# Notes: how many Lanczos vectors does $e^{-i\tau H}v$ need?

**Conventions.** Hartree atomic units, exact arithmetic, $H$ Hermitian and frozen over the step, $\|v\|=1$, spectrum in an interval of width $4\rho$. Lanczos gives $HV_m=V_mT_m+\beta_m v_{m+1}e_m^T$, with $\beta_1,\dots,\beta_{m-1}$ the off-diagonals of $T_m$. I study $\epsilon_m=\|e^{-i\tau H}v-V_me^{-i\tau T_m}e_1\|$.

**Dimensions.** Shifting $H$ only changes a phase, so worst-case bounds depend on $m$ and $x=\rho\tau$ alone. For my real-space benzene model, $4\rho=60$ Ha and $\tau=0.05$ a.u. (1.21 as), so $\rho=15$ Ha and $x=0.75$. The grid kinetic energy sets the width: $6/h^2$ for the second-order stencil, $3\pi^2/2h^2$ in the spectral limit. Thus 60 Ha means a spacing $h$ between 0.32 and 0.50 bohr, and $\rho\propto h^{-2}$.

## Bounds

For any polynomial $p$ of degree $\le m-1$, $p(H)v=V_mp(T_m)e_1$, and the Ritz values lie in the spectral interval. Adding and subtracting $p$ gives $\epsilon_m\le 2\min_p\max_\lambda|e^{-i\tau\lambda}-p(\lambda)|$. The truncated Chebyshev series has coefficients of modulus $2|J_k(2x)|$, so $\epsilon_m\le4\sum_{k\ge m}|J_k(2x)|$. The closed form, which I quote from Hochbruck and Lubich (1997), is
$$\epsilon_m\le B_m=12\,e^{-x^2/m}\left(\frac{ex}{m}\right)^m,\qquad m\ge2x .$$

Now the residual. $u(s)=V_me^{-isT_m}e_1$ obeys $iu'=Hu-\beta_mg(s)v_{m+1}$ with $g(s)=e_m^Te^{-isT_m}e_1$. Unitarity gives $\epsilon_m\le\beta_m\int_0^\tau|g|\,ds$. Since $\beta_m$ is an energy, the endpoint estimate carries $\tau$: $E_m=\tau\beta_m|g(\tau)|$. Now $g$ is $\beta_1\cdots\beta_{m-1}$ times the divided difference of $e^{-is\lambda}$ at the Ritz values, whose modulus is at most $s^{m-1}/(m-1)!$ for real nodes. The product $\beta_1\cdots\beta_m$ is the minimum of $\|q(H)v\|$ over monic $q$ of degree $m$, and the monic Chebyshev polynomial caps it at $2\rho^m$. Hence for every $m$
$$\epsilon_m\le F_m=2x^m/m! .$$
Because $|g|\propto s^{m-1}$ for short steps, $E_m$ exceeds the integral by a factor $m$.

**Solvable test.** Take a semi-infinite chain with hopping $\rho$, started on site 1. All $\beta_j=\rho$, and Lanczos cuts the chain after site $m$. The exact amplitudes are $|c_n|=n|J_n(2x)|/x$. The cut reflects amplitude $c_{2m+2-j}$ onto site $j\le m$. Keeping the first image,
$$\epsilon_m^2\simeq|c_{m+1}|^2+2\sum_{n\ge m+2}|c_n|^2,\qquad E_m\simeq x\,(|c_m|+|c_{m+2}|).$$

## Regimes

**$m\gg x$.** The Bessel series gives
$$\epsilon_m^{\rm chain}=\frac{x^m}{m!}\left[1-\frac{x^2}{m+2}+\frac{x^2}{(m+1)^2}+O(x^4)\right],$$
so $F_m$ is sharp to a factor 2. By Stirling, $B_m/F_m\approx6\sqrt{2\pi m}\,e^{-x^2/m}$: $B_m$ has the right rate and a loose prefactor. Holding $F_m$ at a tolerance and setting $L=\psi(m+1)-\ln x$ ($\psi$ the digamma function), doubling $x$ costs $m\ln2/L$ vectors and one more digit costs $\ln10/L$.

**$m<2x$.** The front on the chain moves $2\rho$ sites per unit time and passes site $m$ within the step, so the chain error is of order one. The threshold $m=2x$ is real.

**$x\gg1$, $m\approx2x$.** With $m=2x+\xi x^{1/3}$, $J_m(2x)\approx x^{-1/3}\mathrm{Ai}(\xi)$, which decays as $e^{-2\xi^{3/2}/3}$. A tolerance $\epsilon$ then needs $m\approx2x+x^{1/3}[\tfrac32\ln(1/\epsilon)]^{2/3}$, to logarithmic accuracy.

**$x\gg1$, $s=x/m<1/2$ fixed.** Debye's asymptotics give $\ln J_m(2x)/m\to\tanh\alpha-\alpha$ with $\cosh\alpha=1/2s$. Expanding,
$$\tanh\alpha-\alpha=\ln s+1-s^2-\tfrac12s^4-\dots,$$
and the first three terms are exactly $\ln(B_m/12)/m$. So $B_m$ is the Debye exponent cut after $s^2$.

**Crossovers.**
- At $m=2x$, $B_m=12\,e^{(3/2-2\ln2)x}=12\,e^{0.114x}$: valid and empty.
- For fixed $s$, $B_m$ decays only if $\ln s+1-s^2<0$, i.e. $m>2.22x$; $F_m$ needs $m>ex=2.72x$.
- $B_m<F_m$ requires $x^2/m>\ln(6\sqrt{2\pi m})$; along $m=2.5x$ this starts at $x\approx11$. The Gaussian factor pays off only for long steps.

## Numbers at $x=0.75$

| $m$ | $B_m$ | $F_m$ | chain $\epsilon_m$ | chain $E_m$ | $E_m/\epsilon_m$ |
|---|---|---|---|---|---|
| 4 | $7.04\times10^{-1}$ | $2.64\times10^{-2}$ | $1.23\times10^{-2}$ | $4.84\times10^{-2}$ | 3.95 |
| 8 | $1.99\times10^{-4}$ | $4.97\times10^{-6}$ | $2.36\times10^{-6}$ | $1.88\times10^{-5}$ | 7.96 |
| 12 | $6.62\times10^{-9}$ | $1.32\times10^{-10}$ | $6.37\times10^{-11}$ | $7.63\times10^{-10}$ | 11.97 |

At $m=12$, $B_m/F_m=50$. $E_m/m$ lies slightly below the true error, so it is an estimate and no bound.

**Which tolerance?** The Kohn–Sham $H$ moves during the step. For an illustrative induced potential $A\cos\Omega t$ with $A=10^{-3}$ Ha and $\Omega=0.3$ Ha, midpoint freezing misses up to $A\Omega^2\tau^3/24\approx5\times10^{-10}$ per step, and I expect a commutator term of like order on low-lying states. Going much below $10^{-10}$ buys nothing. For linear unitary propagation step errors add at most linearly: 1000 a.u. is 20000 steps, giving $2\times10^{-6}$.

For $10^{-10}$ per step the chain needs $m=12$, $F_m$ guarantees 13, and $B_m$ asks for 14. At $m=13$, $L=2.89$: 3.1 vectors per doubling of $x$ and 0.8 per digit.

**Cost.** Keeping the tolerance per unit time fixed, $F_m$ gives $m=10$, 13, 16 at $\tau=0.025$, 0.05, 0.1 a.u. That is $m/\tau=400$, 260, 160 applications of $H$ per orbital per a.u., against the long-step floor $2\rho=30$. Lanczos favours long steps; the $\tau^3$ freezing error, eightfold per doubling, forbids them. With $h^{-3}$ grid points, the cost at fixed $\tau$ grows as $h^{-3}$ times a slowly rising $m$ while $x\lesssim1$, and tends to $h^{-5}$ once $m\approx2x$.

**Smooth start.** Let $v$ be an eigenvector with eigenvalue $\varepsilon_0$ plus an orthogonal part of norm $\kappa$, as after a weak kick. The monic choice $q=(\lambda-\varepsilon_0)\times$ (Chebyshev of degree $m-1$) gives $\beta_1\cdots\beta_m\le\kappa\cdot4\rho\cdot2\rho^{m-1}$, so $\epsilon_m\le4\kappa F_m$. The error scales with the response itself, and for $\kappa=10^{-3}$ the absolute bound drops 250-fold.

The count of 13 is the model's worst case for an assumed width and tolerance. Benzene orbitals carry little weight near the grid cutoff, so it overshoots: adaptive runs at such steps typically stop near 5 to 10 vectors, partly through looser tolerances, which puts 13 high by up to about a factor 2.